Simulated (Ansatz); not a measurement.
C: do energies and stresses tell the same story?

These are results of DFT PBE, scalar-relativistic, plane waves, PAW in Ansatz, not measurements.

Settings: cutoff 420 eV, Γ-centred mesh 12×12×2 on the computed 16-atom cell, Gaussian smearing of 0.02 eV; no spin polarisation.

Relaxed cell: P6_3/mmc, a = 2.522 Å, b = 2.522 Å, c = 16.553 Å, α = 90.00°, β = 90.00°, γ = 120.00°, 16 atoms in the primitive cell.

Energies at zero smearing and pressures from the stress tensor, at volumes with shape and atoms relaxed:
```
V (Å³/atom) E − E(first) (meV/atom) P (GPa)
      5.014                     0.00    69.97
      5.185                   -62.96    48.57
      5.356                  -104.65    30.04
      5.527                  -127.91    13.96
      5.698                  -135.20     0.00
      5.868                  -128.58   -12.12
      6.039                  -109.91   -22.64
      6.267                   -68.97   -34.53
```

Problem. Check P = −dE/dV between neighbouring volumes, and get the bulk modulus from the pressures alone.

Solution. With 1 eV/Å³ = 160.2 GPa:
| middle V (Å³/atom) | −ΔE/ΔV (GPa) | mean P (GPa) |
| --- | --- | --- |
| 5.099 | 59.015 | 59.272 |
| 5.270 | 39.075 | 39.305 |
| 5.441 | 21.803 | 21.998 |
| 5.612 | 6.836 | 6.981 |
| 5.783 | -6.204 | -6.059 |
| 5.954 | -17.497 | -17.380 |
| 6.153 | -28.786 | -28.587 |

The two differ by 0.26 GPa at most. The mean of two end pressures misses the average over a step by about ΔV² P″/12, up to 0.25 GPa here; with that taken off 0.02 GPa remains. Around V = 5.698 Å³/atom, the two neighbours give B = −V ΔP/ΔV = 5.698 × 26.08 / 0.342 = 434.7 GPa, against B0 = 432.8 GPa from the Birch–Murnaghan fit of the energies.

Cost: 9 runs of about 13 core-minutes in all, on Intel Xeon Processor @ 2.50GHz (Skylake/Cascade Lake) (shared hosts).

Energies and stresses do tell the same story: the pressures follow the slope of the energy curve from strong compression to tension. The slightly higher bulk modulus from the pressures, 434.7 against 432.8 GPa, probably reflects the finite volume step, since a central difference across a curve that steepens on compression overestimates the local slope.

The cell dimensions and density suggest a long-period hexagonal polytype of diamond, and the stiffness fits that picture. In an sp3 network, a uniform volume change must alter the short, strong σ bonds, and carbon has no p shell in its core to keep the bonding 2p electrons further out. Changes in stacking leave this nearest-neighbour bonding largely intact, so a bulk modulus close to that of cubic diamond is expected. The asymmetry of the pressure curve reflects bond anharmonicity, with repulsion growing faster on compression than cohesion weakens on stretching.

Smooth behaviour under uniform tension doesn't show that the lattice would resist shear or cleavage there.
